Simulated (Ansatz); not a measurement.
H2O2 (hydrogen peroxide): methods side by side

The species is H2O2 (4 atoms), meant as a singlet with charge 0. SMILES: `OO`. The shape was relaxed beforehand at PBE0/def2-SVP.

Each level gives the adiabatic ionisation energy (to the doublet cation, shapes relaxed at PBE0/def2-SVP, no zero-point term) (eV). The values are calculated.

```json
{"level": "SVWN5/def2-TZVPP", "kind": "LDA", "program": "Ansatz", "value (eV)": "10.31", "CPU time (all runs)": "1.1 s"}
{"level": "PBE/def2-TZVPP", "kind": "GGA", "program": "Ansatz", "value (eV)": "10.20", "CPU time (all runs)": "2 s"}
{"level": "r2SCAN/def2-TZVPP", "kind": "meta-GGA", "program": "Ansatz", "value (eV)": "10.25", "CPU time (all runs)": "3.9 s"}
{"level": "B3LYP/def2-TZVPP", "kind": "global hybrid", "program": "Ansatz", "value (eV)": "10.47", "CPU time (all runs)": "2.1 s"}
{"level": "CAM-B3LYP/def2-TZVPP", "kind": "range-separated hybrid", "program": "Ansatz", "value (eV)": "10.48", "CPU time (all runs)": "2.3 s"}
{"level": "wB97M-V/def2-TZVPP", "kind": "range-separated hybrid", "program": "Ansatz", "value (eV)": "10.40", "CPU time (all runs)": "6.5 s"}
{"level": "B2PLYP/def2-TZVPP", "kind": "double hybrid", "program": "Ansatz", "value (eV)": "10.40", "CPU time (all runs)": "3.2 s"}
{"level": "RPA@PBE/def2-TZVPP", "kind": "RPA", "program": "Ansatz", "value (eV)": "10.61", "CPU time (all runs)": "2.9 s"}
{"level": "MP2/def2-TZVPP", "kind": "perturbation theory", "program": "Ansatz", "value (eV)": "10.46", "CPU time (all runs)": "1.3 s"}
```

The values span 10.20 to 10.61 eV. Times are those of the runs behind each value, whatever else they computed, on shared processors of several kinds: orders of magnitude only.

Ionisation removes an electron from the highest occupied orbital of H2O2, an out-of-phase combination of oxygen lone pairs that is π-antibonding between the oxygens. Its loss strengthens the O–O bond and relieves the lone-pair repulsion that keeps the neutral molecule twisted, so the cation favours a planar skeleton with partial π bonding. This relaxation places the adiabatic energy well below the vertical one.

The three semilocal functionals give the lowest values, 10.20 to 10.31 eV, and every other level lies above them, probably because semilocal exchange overstabilises the hole shared by the two oxygens in the cation. Exact exchange does not order the remaining values by itself: B2PLYP, with a larger share than B3LYP, gives 10.40 against 10.47 eV. The measured ionisation threshold lies near the upper end of the calculated range, so the semilocal results are too low, and RPA comes closest. That agreement for one molecule does not establish RPA as generally more accurate, since errors in the neutral and the cation may cancel.
